Layered GeSb₄Te₇ is held together in two ways: strong bonds run inside each slab of atoms, and a much weaker contact, largely van der Waals, joins one slab to the next. A tellurium atom at a slab surface therefore has close neighbours on one side only. Does the electric field gradient at its nucleus, which measures how far the surrounding charge departs from a spherical or cubic arrangement, betray that one-sidedness? Five sites of a PBEsol calculation without spin–orbit coupling give a basis for a forecast of two more.

Electric field gradients at the nuclei of GeSb₄Te₇ (P-3m1, 12-atom cell), one row per symmetry-distinct site; v zz is the principal component largest in magnitude. Computed with Ansatz 0.2.0 using PBEsol and PAW datasets made for PBE, scalar-relativistic and without spin polarisation, with a 420 eV cutoff, a 12×12×2 k mesh and Fermi-Dirac smearing of 0.15 eV.

| row | element | v zz (1e21 V/m²) |
| --- | --- | --- |
| 1 | Ge | 0.44 |
| 2 | Sb | 1.33 |
| 3 | Sb | 0.58 |
| 4 | ? | ? |
| 5 | Te | 0.83 |
| 6 | Te | 4.20 |
| 7 | ? | ? |

The column v zz is the principal component of the gradient, in units of 10²¹ V/m², which are used throughout. One Te stands apart at 4.20, while the other four known sites lie between 0.44 and 1.33. The asymmetry is zero because each atom sits on a threefold axis along the stacking direction c. That makes the directions across c equivalent to one another, but not to c itself.

The stacking of the compound, taken here with Ge and Sb in layers of their own, supplies the identity of the hidden rows. Slabs of seven layers, Te-Sb-Te-Ge-Te-Sb-Te, alternate with slabs of five, Te-Sb-Te-Sb-Te. Symmetry leaves one kind of Ge, two of Sb and four of Te, so both hidden sites must be Te. Of the four kinds of Te, two face a gap and have three near neighbours, and two lie inside a slab and have six.

The gradient at a nucleus depends strongly on the valence p shell, because p electrons come close to the nucleus and have a direction. Three equally filled p orbitals make a sphere and contribute nothing. On a threefold axis only the difference Δn between the filling of the p orbital along c and that of one across it counts, and theory gives the size of the gradient as (4/5)⟨r⁻³⟩Δn in atomic units. For Te, ⟨r⁻³⟩ is roughly 13, a recalled value, and the atomic unit of field gradient is about 9.7. One whole unbalanced electron would thus give 0.8 × 13 × 9.7, or about 100, so even the conspicuous 4.20 needs an imbalance of only some hundredths of an electron.

Why so little, if half the neighbours of a surface Te are absent? The bond angle offers a reason. Three Sb atoms in one layer are a = 4.256 Å apart, and each is d = 3.00 Å from the Te, so the angle θ between two bonds follows from sin(θ/2) = a/(2d) ≈ 0.71. That makes θ about 90°, the angle between p orbitals. Each bond can then use one p orbital of its own, and the shell stays nearly evenly filled although all three bonds point to the same side.

Even so, a surface Te has bonds on one side and a gap on the other, which is a plausible source of the one large value. The forecast therefore takes row 6 as a gap-facing Te and puts the other gap-facing Te at 4.2 ± 1.0. The remaining interior Te should resemble the four small values, whose mean is 0.8; its range is ± 1.5, and the argument does not fix its sign. The order of the rows does not tell which hidden site is which, so either may be the large one. Two large values or two small ones would refute the picture. The ranges are judgements, since the large class has only one known member.

The withheld rows as computed:

| row | element | v zz (1e21 V/m²) |
| --- | --- | --- |
| 4 | Te | 1.17 |
| 7 | Te | 10.64 |

The hidden pair does split into one small and one large value. Row 4, at 1.17, falls within the interior range. Row 7, at 10.64, exceeds its forecast by 6.4, more than six times the stated margin. The two-class model, scaled to the five known rows, took its class values from those same rows, so its agreement with them was no test; the printed output shows both possible assignments of the hidden pair.

A miss of this size calls the assignment itself into question. Because the two kinds of slab alternate, every gap has a seven-layer slab on one side and a five-layer slab on the other. The two gap-facing Te sites thus look at each other across the same gap, and each is bonded to three Sb atoms behind it. Sites so alike should have similar gradients, yet the forecast's reading now gives them 4.20 and 10.64.

Counting atoms settles row 7. The full output lists the gradient at each of the twelve atoms, and among the Te the value 10.64 occurs once while the other three occur twice. Only one Te in the cell has no twin by symmetry: the one in the middle of the five-layer slab. The largest gradient therefore belongs to an interior atom, with three Sb on either side. The other Te rows can be placed only by inference. The two small values, 0.83 and 1.17, fit the gap-facing pair, whose nearly right-angled bonds can leave the p shell almost evenly filled. That leaves 4.20 for the interior Te between Sb and Ge. If so, the forecast for row 4 came out right in number but for the wrong kind of site.

What could unbalance the p shell of an interior Te, which has neighbours on both sides? One possible cause is again the bond angle. Inner Te–Sb bonds in this family of compounds are longer, roughly 3.2 Å as a recalled figure, and the same formula then gives an angle near 83°. Such bonds lean towards c, so that c and the directions across it no longer share the p electrons equally. The Te of row 7, with Sb on both sides, has six bonds of this kind. The Te between Sb and Ge has only three. Its bonds to Ge, 2.96 Å long, stand about 92° apart and lean slightly the other way, which would explain a smaller gradient there.

The Sb atoms warn against taking the angle as the whole explanation. Each of them forms three of these long bonds as well, yet neither exceeds 1.33. The three shorter bonds on the other side of the Sb stand nearly at right angles, so by this argument they should offset little. Perhaps the fuller p shell of Te responds more strongly, but the numbers do not show it. In terms of the p-shell estimate, row 7 corresponds to about a tenth of an electron, still a small part of the shell.

The calculation also limits how finely these values can be read. Only one k mesh is given here, and the data makers' tests on other systems, not on this one, found metals sensitive to that choice. This run counts as metallic on its mesh, and its smearing of 0.15 eV is several times the gap of 0.035 eV found by counting bands there, so the difference between 0.83 and 1.17 deserves no cause. The contrast between these two and 10.64 is far larger, though its exact size is untested against a finer mesh or spin–orbit coupling. PBEsol also ran on PAW datasets made for PBE, with an unknown effect on the gradients, and it has no term for long-range van der Waals attraction, so the width of the gaps is uncertain. Relaxation keeps the symmetry of the starting structure, so the cell may be a saddle rather than a minimum, and a distortion would alter the bond angles used here. Still, the largest gradient belongs to a Te with three neighbours on each side, so a large gradient does not need a one-sided surrounding. A charge above the nucleus and an equal charge the same distance below it contribute alike to the gradient, which therefore cannot register one-sidedness as such. How evenly the bonds use the three p orbitals looks like a better guide.

The analysis program printed:

```
Largest known gradient, forecast for a gap-facing Te (1e21 V/m2): 4.2
Mean of the other four known gradients, forecast for an interior Te (1e21 V/m2): 0.795
Largest known Te gradient over the other known Te (ratio): 5.06
Larger Sb gradient over the smaller (ratio): 2.293
Angle between the three Te-Sb bonds at a gap-facing Te (degrees): 90.36
Angle between Ge-Te bonds to one layer (degrees): 91.93
Gradient of one unbalanced p electron in Te, rough (1e21 V/m2): 101.1
Rough p-shell imbalance, order of magnitude only:
  row  gradient  electrons
    1      0.44    0.01132
    2      1.33    0.01555
    3      0.58   0.006783
    4      1.17    0.01158
    5      0.83   0.008213
    6       4.2    0.04156
    7     10.64     0.1053
fit of site_v_zz on 5 rows: coefficient of moda 1 +/- 0.075; rms 0.303, worst 2 -0.535, leave-one-out rms 0.313
  rows outside the fit (model, value, miss): 4 4.2, 1.17, 3.03; 7 0.795, 10.64, -9.85
fit of site_v_zz on 5 rows: coefficient of modb 1 +/- 0.075; rms 0.303, worst 2 -0.535, leave-one-out rms 0.313
  rows outside the fit (model, value, miss): 4 0.795, 1.17, -0.375; 7 4.2, 10.64, -6.44
Larger hidden gradient (1e21 V/m2): 10.64
Smaller hidden gradient (1e21 V/m2): 1.17
Gap-facing forecast less larger hidden value (1e21 V/m2): -6.44
Interior forecast less smaller hidden value (1e21 V/m2): -0.375
```
